**Q:** I have the six lowest singlet excitations of CC=C=C(F)Cl, an allene with a methyl group at one end and fluorine and chlorine at the other. The exciton grows from 2.70 Å in the first state to between 3.04 and 3.53 Å in the rest. The orbital overlap lambda is lower in all of those too, though barely so in row 5. Am I looking at charge transfer?

The six lowest singlet excitations of CC=C=C(F)Cl, calculated with PySCF 2.14.0 using Tamm-Dancoff CAM-B3LYP/def2-TZVPD, density fitting and a frozen core. They are vertical gas-phase excitations at the PBE0-D3(BJ)/def2-TZVP geometry of one conformer. "Main from" and "main to" give the orbital pair with the largest weight.

```tsv
row	singlet energy (eV)	singlet oscillator strength	singlet exciton size (Å)	singlet orbital overlap lambda	singlet main from	singlet main to
1	4.760	0.000	2.700	0.540	HOMO	LUMO
2	6.520	0.006	3.150	0.400	HOMO-1	LUMO+1
3	6.530	0.016	3.450	0.410	HOMO	LUMO+1
4	6.840	0.009	3.330	0.460	HOMO	LUMO+2
5	7.000	0.019	3.040	0.530	HOMO-1	LUMO
6	7.400	0.261	3.530	0.420	HOMO-1	LUMO+1
```

**A:** That reading is tempting, but neither column can establish it. The exciton size is the root-mean-square distance between the excited electron and the hole it leaves behind. Lambda measures how far the orbitals that the electron leaves and enters occupy the same space. Both respond when charge moves from one end of the molecule to the other, but also when the electron cloud merely swells around the hole.

The distance between the centres of the two clouds helps to separate these cases. In the same calculation it is 0.79 Å in row 1 and at most 0.51 Å in the other rows. The most compact exciton therefore has the largest shift of charge, and even that shift is shorter than a C=C bond.

**Q:** Why should the first state be the one with the shift?

**A:** It is almost purely HOMO to LUMO, that is, from the highest occupied to the lowest empty orbital. The HOMO lies mainly on the C=C(F)Cl side, and the LUMO leans towards the CH=C side. The electron therefore moves from one double bond towards its neighbour. The two π systems of an allene also stand at right angles. A product of perpendicular p orbitals on the shared carbon has no dipole moment, which is the standard reason for such weak absorption. The oscillator strength, which measures the intensity, is 0.000 to the digits of the table.

**Q:** Could the centres coincide in the upper states because charge moves outwards in both directions?

**A:** They could, and the centre distance would miss it. The atomic shares speak against it. In each of rows 2 to 6, the three allene carbons and chlorine are the four leading atoms for the hole and for the electron alike. Such shares are less sharply defined for a diffuse cloud, so this supports a local excitation without proving it.

**Q:** Then what makes the exciton larger?

**A:** The squared size has a simple make-up. Take the squared distance of the centres, add the squared spread of the hole and that of the electron, and subtract a term for their correlated positions. The sum is exact by definition, so the open question is which part changes most. I keep everything as in row 1 and let only the electron spread change, with nothing fitted.

Row 3 shows the steps. The electron spread rises from 2.01 to 3.07 Å, which adds 5.38 Å² to the square of the size:

√(2.70² + 5.38) = √12.67 = 3.56 Å

The full calculation gives 3.45 Å, so the estimate is about 3% too high.

**Q:** Does the hole not spread as well?

**A:** It does, but in each upper state its squared spread grows by less than half as much as the electron's. With only the hole allowed to change, the sizes of rows 2 to 6 are missed by 0.51 Å (root mean square). With only the centre distance changing, the miss is 0.72 Å, and the exciton would shrink. The electron alone leaves 0.09 Å. It overshoots in all five rows, because the closer centres and the stronger correlation together outweigh the wider hole.

**Q:** A wide electron need not be exotic. Perhaps it simply spreads over the whole molecule.

**A:** The skeleton sets a scale for that. The six heavy atoms have a root-mean-square spread of 1.87 Å about their centre. A valence orbital shared evenly among them also has a thickness of roughly 1 Å; added in squares, this gives a little over 2 Å. Row 1 fits that picture, whereas rows 2, 3, 4 and 6 reach 2.69 to 3.15 Å and row 5 lies between.

The electron in those four states therefore extends well beyond the atoms. The natural explanation is an admixture of Rydberg orbitals, the large and loosely bound orbitals that surround the whole molecule. This is an inference from size. Repeating the calculation with more diffuse basis functions would test it, and could shift these states.

**Q:** And the low lambda?

**A:** A diffuse orbital has much of its amplitude where the hole orbital has little, so their overlap falls although the centres stay close. If charge transfer controlled lambda, it should fall as the centres move apart. Here it tends to rise: the rank correlation between the two is +0.94. With the electron spread it is −0.6, the expected sign but a looser link. Lambda is averaged over pairs of orbitals, whereas the spread belongs to the finished cloud, in which several diffuse orbitals can partly cancel far from the molecule. A low lambda alone therefore does not prove a diffuse electron either. Six states can describe this pattern, not establish a law.

**Q:** Row 6 has one of the largest electron clouds and is by far the brightest. I thought Rydberg states were weak.

**A:** Nearly pure ones usually are, so row 6 is better read as a bright valence excitation mixed with diffuse orbitals. Its electron cloud is in fact the widest of the six. The orbital labels hide the mixing: rows 2 and 6 both read HOMO-1 to LUMO+1, yet their oscillator strengths are 0.006 and 0.261. That pair carries less than a third of the weight in either state. Rows 2 and 3 also lie only 0.01 eV apart, so another method could mix them differently, but both are weak.

Intensity depends on the sum of the transition dipoles of all the pairs, signs included. In row 6 the sum is large and points roughly along the C=C=C axis; in row 2 it is small. The Tamm-Dancoff approximation used here is less reliable for intensities than full linear response, but a contrast of roughly forty to one is unlikely to come from that alone.

**Q:** Would the triplets of the same molecule look similar?

**A:** Mostly they are more compact, though the triplet partner of the first singlet is almost the same size as that singlet. The lowest triplet is mainly HOMO-1 to LUMO, the label that row 5 also carries, but its electron spread is only 1.76 Å against 2.51 Å in row 5. Theory offers a reason. Exchange between electron and hole raises a local ππ* singlet towards the diffuse states, where it can mix with them, while its triplet partner stays well below.

A chain with a donor at one end and an acceptor at the other would behave differently again. In states that carry the electron from end to end, the centres themselves move apart as the chain grows, and the exciton size follows them. A large exciton should therefore be called charge transfer only after the distance of the centres and the spread of the electron have been compared, with the atomic shares as a check for transfer in two directions at once.
